**Atomization-energy errors of CF₃CN against RCCSDT(Q) in cc-pVDZ**

The table holds the error of the atomization energy of CF₃CN for sixteen levels (Hartree–Fock, MP2, CISD, coupled cluster, eight functionals and RPA) against RCCSDT(Q) in the same cc-pVDZ basis, computed with Ansatz 0.2.0. The program splits each wavefunction error into a molecular and an atomic part and tests whether one recovered fraction of the correlation energy serves for both, which fails in sign for MP2 and in size for CISD and coupled cluster. An independent-pair model of CISD, fitted to the molecule, predicts a loss of 35.9 kJ/mol in the atoms against 28.6 found. A line in the exact-exchange fraction, fitted to five global functionals, leaves an rms residual of 66 kJ/mol, little better than a constant. The output also shows, as an illustration, how the functionals reorder when a rough recalled basis deficit of the reference is subtracted.

Atomization-energy errors of neutral singlet CF₃CN relative to RCCSDT(Q), calculated with Ansatz 0.2.0 at the listed levels in the cc-pVDZ basis. The molecular geometry is from MP2(full)/6-31G*, and the correlated wavefunction levels keep the noble-gas cores frozen.

## Program and output

```python
# Table: atomization-energy error (kJ/mol) of CF3CN against RCCSDT(Q), Ansatz 0.2.0, cc-pVDZ, frozen cores.
# Tested: molecule/atom split against one common correlation fraction; independent-pair model of CISD;
# functional error linear in exact-exchange fraction against a constant offset.
T = {
    'row_level': ['RHF', 'RMP2', 'CISD', 'RCCSD', 'RCCSD(T)', 'BCCD(T)', 'RCCSDT', 'PBE', 'revPBE', 'r2SCAN', 'PBE0', 'B3LYP', 'wB97X-V', 'wB97M-V', 'B2PLYP', 'RPA-PBE'],
    'row_error': [-830.8, 148.7, -460.1, -67.1, -6.3, -4.4, -7.5, 429.6, 279.3, 238.5, 243.4, 210.7, 241.8, 263.4, 165.4, -196.1],  # kJ/mol
}
import numpy as np
from scipy.constants import e, N_A
k = e*N_A/1000
err = dict(zip(T['row_level'], T['row_error']))
AE = 2421.7  # reference atomization energy from the description, kJ/mol
# molecular energies (eV), further outputs of the same runs
hf, hfq, ref, fci = -11659.9662, -11659.9665, -11687.4463, -0.0061004
M = {'RHF': hf, 'RMP2': hf-7.267991-19.10361, 'CISD': -11682.2043, 'RCCSD': hf-26.60749,
     'RCCSD(T)': hf-26.60749-0.76936, 'BCCD(T)': -11687.3571, 'RCCSDT': hfq-27.39154}
pbe, rev = -11702.3819, -11710.4743
dM = {l: (M[l]-ref)*k for l in M}
dA = {l: err[l]+dM[l] for l in M}
print("Energies in kJ/mol unless marked; 1 eV = %.3f kJ/mol; reference atomization %.1f" % (k, AE))
print("Rounding: table 0.05; RHF energy differs between runs by %.2f" % (abs(hf-hfq)*k))
print("Correlation share of reference binding: %.1f %%" % (-100*err['RHF']/AE))
print("level: error (% of ref) | above ref: molecule, atoms | recovered %: mol, atoms | common-fraction model, miss")
for l in M:
    p = err['RHF']*dM[l]/dM['RHF']
    print("%-9s %7.1f (%6.2f) | %7.1f %7.1f | %5.1f %5.1f | %7.1f %7.1f" % (l, err[l], 100*err[l]/AE, dM[l], dA[l],
          100*(1-dM[l]/dM['RHF']), 100*(1-dA[l]/dA['RHF']), p, err[l]-p))
print("step: change in molecule, atoms, atomization energy")
for a, b in [('RMP2', 'RCCSD'), ('CISD', 'RCCSD'), ('RCCSD', 'RCCSD(T)'), ('RCCSD(T)', 'RCCSDT'), ('BCCD(T)', 'RCCSDT')]:
    print("%-9s to %-9s %7.1f %7.1f %7.1f" % (a, b, dM[b]-dM[a], dA[b]-dA[a], err[b]-err[a]))
print("RCCSDT    to reference %7.1f %7.1f %7.1f" % (-dM['RCCSDT'], -dA['RCCSDT'], -err['RCCSDT']))
print("(8,8) full-CI increment of the molecule, not in the reference: %.1f" % (fci*k))
# independent pairs: E^2 + D E = E0^2/n + D E0
E0, E1, n = dM['RHF']-dM['RCCSD'], dM['RHF']-dM['CISD'], 17
D = (E1**2-E0**2/n)/(E0-E1)
loss = lambda x, m: x-(-D/2+np.sqrt(D*D/4+x*x/m+D*x))
A0 = dA['RHF']-dA['RCCSD']
val = [4, 4, 7, 7, 7, 5]
pa = sum(loss(A0*v/sum(val), v/2) for v in val)
oa = dA['CISD']-dA['RCCSD']
print("Pair model: D fitted to molecule %.0f eV; CCSD correlation molecule %.1f, atoms %.1f" % (D/k, E0, A0))
print("CISD loss against CCSD: molecule %.1f (%.1f %%), atoms %.1f (%.1f %%)" % (E0-E1, 100*(E0-E1)/E0, oa, 100*oa/A0))
print("Model loss in six separate atoms %.1f, found %.1f, ratio %.2f" % (pa, oa, pa/oa))
print("Model loss if the atoms were one CISD system: about %.0f (crude)" % round(loss(A0, n), -2))
# exact-exchange fractions, recalled definitions, two figures (short-range value for wB97)
ax = {'PBE': 0, 'revPBE': 0, 'r2SCAN': 0, 'PBE0': .25, 'B3LYP': .20, 'wB97X-V': .17, 'wB97M-V': .15, 'B2PLYP': .53}
fit = list(ax)[:5]
x, y = np.array([ax[l] for l in fit]), np.array([err[l] for l in fit])
s, c = np.polyfit(x, y, 1)
shift = 250  # rough recalled basis deficit of the reference
print("Line on five global functionals: %.0f %+.0f * a; rms %.1f; rms about their mean (%.1f) %.1f"
      % (c, s, np.sqrt(np.mean((y-c-s*x)**2)), y.mean(), y.std()))
print("functional: a, error, %% of ref, line, residual | error less rough %d" % shift)
for l in ax:
    print("%-8s %.2f %6.1f %5.1f %6.1f %7.1f | %5.0f%s" % (l, ax[l], err[l], 100*err[l]/AE, c+s*ax[l],
          err[l]-c-s*ax[l], round(err[l]-shift, -1)+0.0, "" if l in fit else "  not fitted"))
ally = np.array([err[l] for l in ax])
four = [err[l] for l in ('r2SCAN', 'wB97X-V', 'PBE0', 'wB97M-V')]
print("Eight functionals: median %.1f, range %.1f; spread at a = 0: %.1f" % (np.median(ally), np.ptp(ally), np.ptp(y[:3])))
print("r2SCAN, wB97X-V, PBE0, wB97M-V lie within %.1f" % np.ptp(four))
d0 = err['PBE0']-err['PBE']
print("PBE to PBE0: %.1f, slope %.0f per unit a, %.1f times the fitted slope" % (d0, d0/ax['PBE0'], d0/ax['PBE0']/s))
dr = err['revPBE']-err['PBE']
print("PBE to revPBE: molecule %.1f, atoms %.1f, atomization %.1f" % ((rev-pbe)*k, dr+(rev-pbe)*k, dr))
print("RPA-PBE: %.1f (%.1f %% of ref), %.1f from PBE" % (err['RPA-PBE'], 100*err['RPA-PBE']/AE, err['RPA-PBE']-err['PBE']))
assert ally.min() > 0 and err['RPA-PBE'] < 0
assert err['RHF'] < err['CISD'] < err['RCCSD'] < err['RCCSDT'] < err['RCCSD(T)'] < 0
assert 0 < dM['RMP2'] < dA['RMP2']
assert 0.5 < pa/oa < 2
```

Printed output:

```
Energies in kJ/mol unless marked; 1 eV = 96.485 kJ/mol; reference atomization 2421.7
Rounding: table 0.05; RHF energy differs between runs by 0.03
Correlation share of reference binding: 34.3 %
level: error (% of ref) | above ref: molecule, atoms | recovered %: mol, atoms | common-fraction model, miss
RHF        -830.8 (-34.31) |  2651.4  1820.6 |   0.0   0.0 |  -830.8     0.0
RMP2        148.7 (  6.14) |   107.0   255.7 |  96.0  86.0 |   -33.5   182.2
CISD       -460.1 (-19.00) |   505.8    45.7 |  80.9  97.5 |  -158.5  -301.6
RCCSD       -67.1 ( -2.77) |    84.2    17.1 |  96.8  99.1 |   -26.4   -40.7
RCCSD(T)     -6.3 ( -0.26) |    10.0     3.7 |  99.6  99.8 |    -3.1    -3.2
BCCD(T)      -4.4 ( -0.18) |     8.6     4.2 |  99.7  99.8 |    -2.7    -1.7
RCCSDT       -7.5 ( -0.31) |     8.5     1.0 |  99.7  99.9 |    -2.7    -4.8
step: change in molecule, atoms, atomization energy
RMP2      to RCCSD       -22.8  -238.6  -215.8
CISD      to RCCSD      -421.6   -28.6   393.0
RCCSD     to RCCSD(T)    -74.2   -13.4    60.8
RCCSD(T)  to RCCSDT       -1.4    -2.6    -1.2
BCCD(T)   to RCCSDT       -0.1    -3.2    -3.1
RCCSDT    to reference    -8.5    -1.0     7.5
(8,8) full-CI increment of the molecule, not in the reference: -0.6
Pair model: D fitted to molecule 104 eV; CCSD correlation molecule 2567.2, atoms 1803.5
CISD loss against CCSD: molecule 421.6 (16.4 %), atoms 28.6 (1.6 %)
Model loss in six separate atoms 35.9, found 28.6, ratio 1.25
Model loss if the atoms were one CISD system: about 200 (crude)
Line on five global functionals: 314 -373 * a; rms 65.7; rms about their mean (280.3) 77.8
functional: a, error, % of ref, line, residual | error less rough 250
PBE      0.00  429.6  17.7  313.9   115.7 |   180
revPBE   0.00  279.3  11.5  313.9   -34.6 |    30
r2SCAN   0.00  238.5   9.8  313.9   -75.4 |   -10
PBE0     0.25  243.4  10.1  220.6    22.8 |   -10
B3LYP    0.20  210.7   8.7  239.2   -28.5 |   -40
wB97X-V  0.17  241.8  10.0  250.4    -8.6 |   -10  not fitted
wB97M-V  0.15  263.4  10.9  257.9     5.5 |    10  not fitted
B2PLYP   0.53  165.4   6.8  116.0    49.4 |   -80  not fitted
Eight functionals: median 242.6, range 264.2; spread at a = 0: 191.1
r2SCAN, wB97X-V, PBE0, wB97M-V lie within 24.9
PBE to PBE0: -186.2, slope -745 per unit a, 2.0 times the fitted slope
PBE to revPBE: molecule -780.8, atoms -931.1, atomization -150.3
RPA-PBE: -196.1 (-8.1 % of ref), -625.7 from PBE
```
